# How the short-time decay of a hydrogen 2p level responds to changes of atom, coupling and host

**The question.** An electron is prepared in the 2p level of hydrogen with no photon present. At very short times its survival probability falls quadratically, and later exponentially. We change one thing at a time: the nuclear charge, the treatment of the photon wavelength, the spin coupling, the optical surroundings, the host medium. In which direction, and by how much, do the Zeno time $\tau_Z$, the lifetime $\tau$ and the matching time $\tau_J=\tau_Z^2/\tau$ move?

Golden-rule scattering rates in transport models assume that a collision has had time to select its final energy. The quadratic law describes what happens before that. Energies are in eV, and $1\ \mathrm{as}=10^{-18}$ s, $1\ \mathrm{zs}=10^{-21}$ s.

## 1. The general result

Let $H$ be time-independent and self-adjoint, let $|\psi\rangle$ be normalised, and let $d\mu(E)$ be the probability distribution of energy in $|\psi\rangle$. The survival amplitude is $A(t)=\langle\psi|e^{-iHt/\hbar}|\psi\rangle=\int e^{-iEt/\hbar}d\mu(E)$. Since $A(-t)=A(t)^*$, the probability $P=|A|^2$ is even in $t$ for every state:

$$P(t)=\iint\cos\frac{(E-E')t}{\hbar}\,d\mu(E)\,d\mu(E').$$

Write $m_n=\langle(H-\langle H\rangle)^n\rangle$ and $\Delta H=\sqrt{m_2}$. The double averages are $\overline{(E-E')^2}=2m_2$ and $\overline{(E-E')^4}=2m_4+6m_2^2$. Expanding the cosine gives

$$P(t)=1-\frac{t^2}{\tau_Z^2}+\left(\frac{m_4}{12}+\frac{m_2^2}{4}\right)\frac{t^4}{\hbar^4}+\dots,\qquad \tau_Z=\frac{\hbar}{\Delta H}.$$

A finite variance guarantees $P=1-t^2/\tau_Z^2+o(t^2)$. The remainder is $O(t^4)$ when $m_4$ is finite as well. Because $1-\cos y\le y^2/2$, the bound $1-P\le t^2/\tau_Z^2$ holds at all times. A pure exponential starts with a finite slope and violates this bound for small $t$. Setting the two losses equal, $t^2/\tau_Z^2=t/\tau$, defines

$$\tau_J=\frac{\tau_Z^2}{\tau}.$$

Before $\tau_J$ the state has certainly lost less than $t/\tau$. Whether exponential decay begins at $\tau_J$ is a separate matter, settled in Section 3.

## 2. The model: one decay channel

The nucleus is a fixed point charge $Ze$. The electron (charge $-e$, mass $m$) is non-relativistic and at first spinless. The coupling is $V=(e/m)\,\mathbf A\cdot\mathbf p$ in the Coulomb gauge. The state $|2p_z,\text{vacuum}\rangle$ is coupled only to the states $|1s,\text{one photon }\mathbf k\boldsymbol\epsilon\rangle$, with matrix elements $\hbar g_{\mathbf k\epsilon}$. All information sits in the coupling spectrum $G(\omega)=\sum|g_{\mathbf k\epsilon}|^2\delta(\omega-ck)$. With $\omega_0$ the transition frequency and $M_n=\int_0^\infty G(\omega)(\omega-\omega_0)^n d\omega$, applying $H$ once and twice to the initial state gives $m_2=\hbar^2M_0$ and $m_4=\hbar^4(M_2+M_0^2)$. Therefore

$$\frac1{\tau_Z^2}=\int_0^\infty G\,d\omega,\qquad \frac1\tau=\gamma=2\pi G(\omega_0),\qquad \tau_J=\frac{2\pi G(\omega_0)}{\int G\,d\omega}.$$

This is the tool for all predictions. The lifetime samples $G$ at one frequency, the Zeno time measures the area under $G$, and $\tau_J$ is blind to any overall factor in $G$.

To find $G$, take $a=a_0/Z$, $\psi_{1s}=(\pi a^3)^{-1/2}e^{-r/a}$ and $\psi_{2p}=(32\pi a^5)^{-1/2}z\,e^{-r/2a}$. The product of the normalisation constants is $N=1/(\sqrt{32}\,\pi a^4)$ and the product of the exponentials is $e^{-\kappa r}$ with $\kappa=3/(2a)$. The momentum acts as $\mathbf p\,\psi_{1s}=(i\hbar/a)\,\hat{\mathbf r}\,\psi_{1s}$. The Fourier transform of $e^{-\kappa r}/r$ is $4\pi/(\kappa^2+k^2)$, and the factors $z$ and $\boldsymbol\epsilon\cdot\mathbf r$ become derivatives with respect to $\mathbf k$. With $\boldsymbol\epsilon\perp\mathbf k$,

$$\langle 2p|e^{i\mathbf k\cdot\mathbf r}\boldsymbol\epsilon\cdot\mathbf p|1s\rangle=\frac{i\hbar}{a}\,\frac{8\pi N\epsilon_z}{(\kappa^2+k^2)^2},\qquad |\cdot|^2=2\left(\tfrac23\right)^8\frac{\hbar^2}{a^2}\,\frac{\epsilon_z^2}{(1+k^2/\kappa^2)^4}.$$

The squared field amplitude per mode is $\hbar/(2\varepsilon_0\omega\mathcal V)$ in a volume $\mathcal V$, the mode density is $\mathcal V\omega^2d\omega\,d\Omega/(2\pi c)^3$, and $\int d\Omega\sum_\epsilon\epsilon_z^2=8\pi/3$. With $\hbar/(mca)=Z\alpha$,

$$G(\omega)=\frac{\chi\,\omega}{(1+x^2)^4},\quad x=\frac\omega\Lambda,\quad \chi=\frac2\pi\left(\frac23\right)^9\alpha^3Z^2,\quad \Lambda=c\kappa=\frac32Z\alpha\frac{mc^2}{\hbar}.$$

The cut-off $\Lambda$ sets in where the photon wavelength approaches the size of the orbitals. The transition lies at $\hbar\omega_0=\tfrac38(Z\alpha)^2mc^2$, so $x_0=\omega_0/\Lambda=Z\alpha/4$. Using $\int_0^\infty x(1+x^2)^{-4}dx=1/6$,

$$\tau_Z=\frac{\sqrt6}{\Lambda\sqrt\chi},\qquad \gamma=\frac{2\pi\chi\omega_0}{(1+x_0^2)^4},\qquad \tau_J=\frac{12\pi\omega_0}{\Lambda^2(1+x_0^2)^4}=\frac{h}{mc^2}\,\frac1{(1+x_0^2)^4}.$$

## 3. Baseline: hydrogen

For $Z=1$: $\chi=6.44\times10^{-9}$, $\hbar\Lambda=5.59$ keV, $1/\Lambda=118$ zs, $\hbar\omega_0=10.2$ eV, $1/\omega_0=64.5$ as and $x_0=1.82\times10^{-3}$. These give $\Delta H=0.183$ eV, $\tau_Z=3.59$ fs, $\gamma=6.27\times10^8\ \mathrm{s^{-1}}$, $\tau=1.60$ ns and $\tau_J=8.09$ zs. The loss at $\tau_J$ is $\tau_J/\tau=5.1\times10^{-12}$. The digits belong to the one-channel model, whose limits Section 5 quantifies.

How long does the quadratic law last? The $t^4$ coefficient is $M_2/12+M_0^2/3$. The integrals $\int_0^\infty x^2(1+x^2)^{-4}dx=\pi/32$ and $\int_0^\infty x^3(1+x^2)^{-4}dx=1/12$ give $M_2=\mu_2\Lambda^2M_0$ with $\mu_2=\tfrac12-\tfrac{3\pi}8x_0+x_0^2=0.498$. The $M_0^2$ term is smaller than the $M_2$ term by $8.6\times10^{-9}$ and is dropped:

$$1-P\simeq\frac{t^2}{\tau_Z^2}\left[1-\frac{\mu_2}{12}(\Lambda t)^2\right].$$

The law holds for $t\ll1/\Lambda$. The Zeno time is only the curvature at $t=0$, and the parabola is abandoned long before $\tau_Z$, since $\Lambda\tau_Z=3.05\times10^4$.

For all $t\ll\tau$, first-order perturbation theory supplies the whole curve,

$$1-P(t)=\int_0^\infty G(\omega)\,\frac{4\sin^2[(\omega-\omega_0)t/2]}{(\omega-\omega_0)^2}\,d\omega\equiv\frac{t^2}{\tau_Z^2}\,Q(\Lambda t),$$

where $Q\le1$ measures the departure from the parabola. Define the effective rate $\gamma_{\rm eff}(t)=(1-P)/t$. It is the decay rate that results if an ideal measurement checks the state at intervals $t$. It equals $\gamma$ at the time $t^*$ that solves $t^*Q(\Lambda t^*)=\tau_J$. For hydrogen $\Lambda\tau_J=3\pi\alpha\,(1+x_0^2)^{-4}=0.0688$, the bracket differs from one by $2.0\times10^{-4}$, and $t^*=\tau_J$ to that accuracy. The parabola is still valid at $\tau_J$, so $\gamma_{\rm eff}$ passes through $\gamma$ and keeps rising. At $t=1/\Lambda$ numerical integration gives $\gamma_{\rm eff}=14\,\gamma$. For $t\gg1/\omega_0$ the kernel $2(1-\cos)/(\omega-\omega_0)^2$ splits into the resonant part $\gamma t$ and a constant $2\chi C$, where $C$ is the finite part of $\int x(1+x^2)^{-4}(x-x_0)^{-2}dx$. For small $x_0$, $C\simeq\ln(1/x_0)-23/12=4.4$. The constant is $5.6\times10^{-8}$, which equals $\gamma\times0.09$ fs, so $\gamma_{\rm eff}$ comes within 1 % of $\gamma$ only after about 9 fs. In hydrogen $\tau_J$ separates slowed decay (the Zeno effect) from accelerated decay. It does not mark the start of the exponential law.

## 4. The changes

### A. Raise the nuclear charge: Li$^{2+}$, C$^{5+}$, Si$^{13+}$

*Reasoning.* The orbitals shrink as $1/Z$. The momentum matrix element grows as $Z$, so the slope $\chi$ grows as $Z^2$. The cut-off grows as $Z$, so the area $\chi\Lambda^2$ grows as $Z^4$ and $\tau_Z$ falls as $Z^{-2}$. The transition frequency grows as $Z^2$, so $\gamma\propto\chi\omega_0$ also grows as $Z^4$. The two fourth powers cancel in $\tau_J$, which should stay put. The window $1/\Lambda$ shrinks, so the true crossing $t^*$ should lag behind $\tau_J$, increasingly with $Z$, because $Q<1$.

*Calculation.* The formulas of Section 2 and the numerical solution for $t^*$ give:

| ion | $\tau_Z$ (fs) | $\tau$ (ps) | $\tau_J$ (zs) | $\Lambda\tau_J$ | $t^*/\tau_J$ |
|---|---|---|---|---|---|
| Li$^{2+}$, $Z=3$ | 0.399 | 19.7 | 8.09 | 0.206 | 1.002 |
| C$^{5+}$, $Z=6$ | 0.0998 | 1.23 | 8.09 | 0.412 | 1.007 |
| Si$^{13+}$, $Z=14$ | 0.018 | 0.042 | 8.1 | 0.96 | 1.04 |

The matching time is the Compton period $h/mc^2$ for every ion. The factor $(1+x_0^2)^{-4}$ lowers it by 0.26 % for silicon. That is smaller than the neglected relativistic corrections, of relative order $(Z\alpha)^2=1.0$ %, so this small shift is not a prediction.

### B. Make the dipole approximation

*Reasoning.* Replacing $e^{i\mathbf k\cdot\mathbf r}$ by 1 removes the denominator of $G$. At resonance the wavelength is far larger than the atom, so $\gamma$ should rise very slightly. The area under $G=\chi\omega$ has no limit, so $\Delta H$ diverges and the condition of the theorem fails.

*Calculation.* The rate rises by the factor $(1+x_0^2)^4$, a relative change of $+1.3\times10^{-5}$. With a sharp cut-off $\omega_c$ inserted by hand, $1/\tau_Z^2=\chi\omega_c^2/2$ and $\tau_J=4\pi\omega_0/\omega_c^2$. Both times vanish as $\omega_c\to\infty$. The choice $\omega_c=\Lambda/\sqrt3$, or $\hbar\omega_c=3.23$ keV, reproduces the baseline $\tau_Z$ by construction. An approximation that is harmless for the lifetime destroys the short-time law.

### C. Switch on the magnetic coupling of the electron spin

*Reasoning.* With $g=2$ the coupling becomes $(e/m)(\mathbf A\cdot\mathbf p+\mathbf S\cdot\mathbf B)$ with $\mathbf S=\hbar\boldsymbol\sigma/2$. Per mode, $\boldsymbol\epsilon\cdot\mathbf p$ gains a partner of size $\hbar k/2$, and this partner needs a further factor of order $ka$ to connect 2p with 1s. The amplitude ratio is of order $(ka)^2$. It is negligible at resonance and of order one at the cut-off, where the area under $G$ is collected. The prediction is an unchanged $\tau$, and a $\tau_Z$ and $\tau_J$ that are shorter by factors of order one.

*Calculation.* The transform of $e^{-\kappa r}$ is $8\pi\kappa/(\kappa^2+k^2)^2$, and one derivative gives

$$\langle2p|e^{i\mathbf k\cdot\mathbf r}|1s\rangle=\frac{32\pi iN\kappa\,k_z}{(\kappa^2+k^2)^3}.$$

Take $2p_z$ with a definite spin direction and sum over both final spin states. Since $(\boldsymbol\sigma\cdot\mathbf n)^2=1$ for the unit vector $\mathbf n=\hat{\mathbf k}\times\boldsymbol\epsilon$, each polarisation contributes $(\hbar k/2)^2$, and $2\int d\Omega\,\hat k_z^2=8\pi/3$ matches the orbital angular factor. The cross term is proportional to $k_z(\mathbf k\times\hat{\mathbf z})$ and vanishes on angular integration for this state. With $1/a=2\kappa/3$ the amplitude ratio is $3x^2/(1+x^2)$, so

$$G_{\rm spin}=\chi\omega\,\frac{9x^4}{(1+x^2)^6},\qquad \int_0^\infty G_{\rm spin}\,d\omega=\frac3{20}\chi\Lambda^2 .$$

Compared with $\chi\Lambda^2/6$ this adds 90 % to the variance. The Zeno time falls by the factor $1.9^{-1/2}=0.725$ to 2.61 fs, and $\tau_J$ falls to 4.26 zs. The rate $\gamma$ changes by $9x_0^4=1.0\times10^{-10}$. The spin–orbit energy, at most of order $\alpha^2\hbar\omega_0=0.54$ meV, is far below $\Delta H$ and does not affect the variance at this level. The factor 1.9 is independent of $Z$, so the scaling laws of change A survive while the prefactors do not.

### D. Alter the photon density of states near the line

*Reasoning.* Mirrors or a periodic structure reshape $G$ where materials respond, at optical and ultraviolet frequencies. The area under $G$ comes from keV photons. Hence $\tau$ should change by the full factor, $\tau_Z$ hardly at all, and $\tau_J$ should follow $1/\tau$. Causality says the same: during $\tau_J$ light travels 2.43 pm and cannot have probed any wall.

*Calculation.* As an idealised case, halve $G$ for all $\omega<2\omega_0$. The fraction of the area below $x$ is $1-(1+x^2)^{-3}$, which is $4.0\times10^{-5}$ at $x=2x_0$. Removing half of it lengthens $\tau_Z$ by $1.0\times10^{-5}$ in relative terms. The lifetime doubles to 3.19 ns and $\tau_J$ halves to 4.05 zs. The parabola is the same as before. It merely meets a flatter straight line earlier.

### E. Move the atom into a crystal: the shallow donor in GaAs

A shallow donor is a hydrogenic system with effective mass $m^*=m_rm$ and a Coulomb potential screened by the static relative permittivity $\varepsilon_s$. As typical inputs for GaAs take $m_r\approx0.067$ and $\varepsilon_s\approx12.9$, and as a first model a constant refractive index $n=\sqrt{\varepsilon_s}$.

*Reasoning.* The orbit is larger and the electron slower, so both the slope and the cut-off of $G$ fall and both $\tau$ and $\tau_Z$ lengthen. The ratio $\omega_0/\Lambda^2$ that fixes $\tau_J$ is proportional to $\hbar/(m^*v^2)$ with $v=c/n$, because $\hbar\omega_0\propto\hbar^2/(m^*a^2)$ and $\Lambda\propto v/a$. The orbit size cancels, and $\tau_J$ should grow by $n^2/m_r$.

*Calculation.* The radius is $a^*=a_0\varepsilon_s/m_r=10.2$ nm, and $\hbar/(m^*ca^*)=\alpha/\varepsilon_s$. The squared field amplitude carries $1/n^2$ and the mode density $n^3$. So $\chi$ is multiplied by $n/\varepsilon_s^2$, $\Lambda$ by $m_r/(n\varepsilon_s)$ and $\omega_0$ by $m_r/\varepsilon_s^2$. This gives $\hbar\omega_0^*=4.1$ meV and $\hbar\Lambda^*=8.1$ eV. The radiative lifetime scales as $\varepsilon_s^{7/2}/m_r$ to 0.18 ms, $\tau_Z$ scales as $\varepsilon_s^{9/4}/m_r$ to 17 ps ($\Delta H=39\ \mu$eV), and $\tau_J$ scales as $\varepsilon_s/m_r$ to 1.6 as.

The signs are as predicted, but two effects limit the numbers. First, the cut-off lies far above the band gap, approximately 1.5 eV at low temperature. Only 10 % of the area under $G$ lies below the gap, where a transparent host is a sensible picture. That part alone would give $\tau_Z=54$ ps, so the photon value is uncertain by a factor of order three. Second, the electron also couples to the lattice. For polar optical phonons at zero temperature the Fröhlich coupling is $|V_q|^2=e^2\hbar\omega_{LO}(\varepsilon_\infty^{-1}-\varepsilon_s^{-1})/(2\varepsilon_0\mathcal Vq^2)$. The matrix element of $e^{i\mathbf q\cdot\mathbf r}$ is the one of change C. Summing over $\mathbf q$ with $\int_0^\infty y^2(1+y^2)^{-6}dy=7\pi/512$ gives the variance of the 2p → 1s phonon channel,

$$\Delta H_{LO}^2=\frac{7}{96\pi}\left(\frac23\right)^7\frac{e^2}{2\varepsilon_0a^*}\left(\frac1{\varepsilon_\infty}-\frac1{\varepsilon_s}\right)\hbar\omega_{LO}.$$

With the typical values $\varepsilon_\infty\approx10.9$ and $\hbar\omega_{LO}\approx36$ meV, $\Delta H_{LO}=0.79$ meV. This variance exceeds the photon variance by about $4\times10^2$, and it corresponds to a Zeno time of 0.84 ps, valid for $t\ll1/(\omega_{LO}-\omega_0^*)=21$ fs. The channel is off resonance and cannot cause lasting decay. Its loss oscillates, with a maximum of $4\Delta H_{LO}^2/(\hbar\omega_{LO}-\hbar\omega_0^*)^2=2.4\times10^{-3}$. Variances of independent channels add, so the strongest coupling sets the initial curvature whether or not it conserves energy. Acoustic phonons, which can be resonant at 4.1 meV, are not included, and 0.18 ms is therefore the radiative lifetime only.

## 5. What the one-channel model leaves out

The lesson of change E applies to hydrogen itself. At short times energy is not yet selected, so $V$ also feeds states with one photon and the atom in any other bound or continuum level. Summing over all final atomic states by closure removes $e^{\pm i\mathbf k\cdot\mathbf r}$ and replaces $2(2/3)^8\hbar^2/a^2=0.0780\,\hbar^2/a^2$ by $\langle p^2\rangle_{2p}=\hbar^2/4a^2$. The total spectrum, as a function of photon frequency, is $G_{\rm tot}=3.2\,\chi\omega$ with no cut-off. Its area equals the full one-channel area already at $\omega=0.32\,\Lambda$. Integrated up to $\omega=1/\tau_J$, a photon energy of 81 keV, it is about $2\times10^3$ times larger. The variance of the bare state $|2p,\text{vacuum}\rangle$ in the full non-relativistic Hamiltonian is infinite.

A mobile proton of mass $M$ adds to this even within the 1s channel. It sits at $-(m/M)\mathbf r$ relative to the centre of mass, to leading order in $m/M$, so its cut-off is $\Lambda M/m$, with time scale $6.4\times10^{-23}$ s. Its orbital current has an amplitude smaller by $m/M$, so its area equals that of the electron. Its magnetic moment gives $G_{\rm spin}$ multiplied by $(g_p/2)^2$, with $x$ replaced by $\omega m/(M\Lambda)$. After that time scale this term leaves a constant loss $2\int G\,\omega^{-2}d\omega=0.45\,(g_p/2)^2\chi$. With $g_p\approx5.586$ this is $2.3\times10^{-8}$, far above the loss of $5.1\times10^{-12}$ at $\tau_J$.

These additional terms describe the bare state acquiring its cloud of virtual photons, not radiative decay to 1s, and they leave $\gamma$ essentially unchanged. The separation into bare atom and field also depends on the form of the coupling, since a length-form Hamiltonian has a different $G$ away from resonance and the same $\gamma$ at this order. The lifetimes above are therefore properties of the ions, to relative order $(Z\alpha)^2$ and $m/M$. The values of $\tau_Z$ and $\tau_J$ are properties of a stated initial state and a stated set of channels, and within that set their response follows from whether a change acts on $G$ at $\omega_0$ or on the area under $G$.